**Why is the lower longitudinal mode of MgS so soft at X and not at L?**

I am looking at calculated phonon frequencies of magnesium sulfide in the rocksalt structure. Each point in the table stands for a wave vector, that is, a direction and a wavelength of the vibration. X is the shortest wave along a cube edge, L the shortest along a body diagonal, and W, U and K lie elsewhere on the zone boundary. U and K are equivalent by symmetry, so the rows for K only repeat those for U.

Ansatz 0.2.0; functional PBE, dispersion none, spin none, wave cutoff 420 eV, k mesh 8x8x8, occupations fixed, smearing width 0 eV, pressure 0 GPa, phonon method linear response, q mesh 4x4x4.

```csv
row,mode phonon frequency (cm^-1),mode q point,mode branch
1,125.7,X,1
2,125.7,X,2
3,181.9,X,3
4,252.4,X,4
5,252.4,X,5
6,292.1,X,6
7,153.5,U,1
8,178.7,U,2
9,209.5,U,3
10,231.1,U,4
11,271.9,U,5
12,281.8,U,6
13,153.5,K,1
14,178.7,K,2
15,209.5,K,3
16,231.1,K,4
17,271.9,K,5
18,281.8,K,6
19,168.9,L,1
20,168.9,L,2
21,192.5,L,3
22,192.5,L,4
23,290.5,L,5
24,355.2,L,6
25,168.7,W,1
26,168.7,W,2
27,224.8,W,3
28,228.8,W,4
29,273.7,W,5
30,273.7,W,6
```

The masses and the bonds are the same at every point. Yet the lower of the two longitudinal modes, in which the ions move along the direction of the wave, lies at 181.9 cm⁻¹ at X (branch 3) and at 290.5 cm⁻¹ at L (branch 5). The softest mode in the table is also at X. What decides this?

**Answer**

Two scales are worth keeping in mind. At these short wavelengths, sliding rows of ions past each other, even with clear strain inside the rows, costs between 100 and 200 cm⁻¹. Moving whole planes of a single kind of ion along the wave costs about 300 cm⁻¹ or more. X allows the first kind of motion and L does not.

Rocksalt is built of straight rows Mg–S–Mg–S that run along the cube edges. The stiffest resistance comes from squeezing the contacts within a row. A mode can lessen it if both kinds of ion in a row move the same way along its axis, so that the row slips past the adjacent ones. Symmetry allows this at X, and simple springs favour it in the lower modes. A rigid rod is only the limiting case, however. The calculated eigenvectors show magnesium and sulfur moving by clearly unequal amounts in branch 3 at X and in the lowest pair at W, so these rows are strongly strained while they slide. The rigid rod used below is a model for counting, not a description of the actual motion.

The cost of the slip can be counted. Two adjacent rows on opposite sides, one ahead in phase by $\varphi$ and one behind by as much, together pull back with a force proportional to $1-\cos\varphi$. Let $N=\tfrac12\sum(1-\cos\varphi)$ over the four adjacent rows, so that a row moving the opposite way counts as one and a row in step counts as zero. For a perfectly rigid rod the moving mass is fixed, and the frequency $\omega$ would obey

$$\omega^2 = C\,N ,$$

with a single stiffness constant $C$. In the real modes the strain within the rows also stores energy, and the two ions share the motion unequally. $C$ is therefore an effective constant, and a good fit does not show that the rows are rigid.

In the transverse mode at X (branches 1 and 2), two adjacent rows move in step and two are opposed, so $N=2$. In the longitudinal mode at X (branch 3) the rows point along the wave and all four neighbours are opposed, so $N=4$. The lowest pair at W has two opposed rows and two that are a quarter of a cycle out of step, which gives $N=3$. Branch 2 at U, which continues the longitudinal branch of X, has $N\approx3.4$. The frequencies of these four modes rise in the order of the count.

Here is one estimate in full. Doubling $N$ multiplies the frequency by $\sqrt2$, so the transverse mode at X predicts $125.7\times\sqrt2\approx178$ cm⁻¹ for the longitudinal one. The table has 181.9 cm⁻¹, about 2 % more. Only the transverse mode served as input to this estimate. When one constant is averaged over all four modes instead, the frequencies come out within about 5 % of the calculated ones, as the output below shows.

At L the two kinds of ion in a row cannot move together at all. The two neighbours of an ion within its row would push it equally in opposite directions, so their effects cancel. By symmetry, each mode at L then moves only magnesium or only sulfur, while the other kind stands still. The contacts within the rows are strained whatever the direction of motion.

Electric forces do the rest at L. Seen along the body diagonal, the crystal is a stack of planes that hold only Mg or only S. When charged planes move along the wave, they build up a field that pulls them back, while for sideways motion the field softens the restoring force. This probably helps the transverse modes at L to lie as low as the sliding modes, although the two kinds of ion do not move together there. Springs between nearest neighbours alone would make both directions equally stiff. The field is therefore the likely main reason why the longitudinal modes at L, at 290.5 and 355.2 cm⁻¹, lie so far above the transverse ones. Short-range forces between more distant ions can add to the gap, and the two shares are not separated here. A sliding row at X contains both charges and is neutral, and its field fades within a short distance.

The same picture explains an oddity on the way to X. In this calculation the lower longitudinal branch first climbs from zero and then turns down before X is reached. The coupling between neighbours within a row weakens as the wave gets shorter, passes through zero and returns with the opposite sign. The two longitudinal branches approach each other to about 46 cm⁻¹ and are 110 cm⁻¹ apart again at X. This is an avoided crossing and no sign of an unstable lattice, though its exact shape is interpolated between calculated points.

**Where does the row count fail?**

It fails for longer waves. Halfway to X the transverse mode has $N=1$, and the averaged constant puts it at 94 cm⁻¹, 13 % below the 108 cm⁻¹ of the same calculation. A second constant for the rows one lattice constant away, set with the modes at X and W, brings the error down to 3 %. The closer diagonal rows are left out: they would resist the transverse mode at X but not the longitudinal one, and a ratio of squared frequencies near two leaves them little weight. The count also does not apply to the lowest mode at U, where the ions move diagonally to the rows.

The table itself shows that nearest-neighbour springs and fixed point charges are not enough. With these alone, the sum of the six squared frequencies would be the same at every wave vector. At L it is 23 % larger than at X. A likely reason, which these numbers do not test, is the soft electron cloud of the sulfide ion, which can pass a push from one magnesium ion to the one on its far side.

**Can the masses explain the pairs of modes at L?**

At most one pair. If both kinds of ion felt equal restoring forces, the lighter magnesium would vibrate 1.15 times as fast as sulfur. The transverse pair at L has a ratio of 1.14, which fits if magnesium moves in the upper mode; the frequencies alone do not show which ion moves. The longitudinal pair has 1.22. At W, branches 3 and 4 also move one kind of ion each, and they nearly coincide. The restoring forces on the two ions thus differ from case to case, and a mass ratio alone is a poor guide.

**What carries over to other crystals?**

The count $N$ is pure geometry, so another rocksalt compound has the same values of $N$. Its frequencies can be expected to follow the count only if its rows resist squeezing more than slipping, if the strain within the rows does not upset the ratios between the modes, and if the adjacent rows provide most of the resistance to the slip. The ratio of the two lowest frequencies at X, one transverse and one longitudinal, is a quick first test of the count; how rigidly the rows move has to be read from the eigenvectors. Zinc blende has zigzag chains in place of straight rows, and there the count has to be made anew. PBE tends to give frequencies somewhat too low, which affects the absolute values more than the order explained here.

Output of the analysis:

```
Opposed rows at U: 3.414
Squared frequency, X branch 3 over X branch 1 (count says 2): 2.094
One constant, X branch 1, cm^-1: 132.3
One constant, W branch 1, cm^-1: 162
One constant, U branch 2, cm^-1: 172.9
One constant, X branch 3, cm^-1: 187.1
Miss X branch 1, percent: 5.259
Miss W branch 1, percent: -3.944
Miss U branch 2, percent: -3.262
Miss X branch 3, percent: 2.867
One constant, halfway to X (1 opposed row), cm^-1: 93.56
Miss halfway to X, one constant, percent: -13.17
Next-row constant over adjacent-row constant: 0.2598
Two constants, U branch 2, cm^-1: 178.4
Two constants, halfway to X, cm^-1: 110.8
Miss halfway to X, two constants, percent: 2.876
Lower longitudinal mode, L over X: 1.597
Closest longitudinal pair between Gamma and X, gap in cm^-1: 45.7
Longitudinal pair at X, gap in cm^-1: 110.2
Root of mass ratio S over Mg: 1.149
Transverse pair at L, upper over lower: 1.14
Longitudinal pair at L, upper over lower: 1.223
Singlet pair at W, upper over lower: 1.018
Sum of squared frequencies, U over X: 1.103
Sum of squared frequencies, W over X: 1.116
Sum of squared frequencies, L over X: 1.232
```
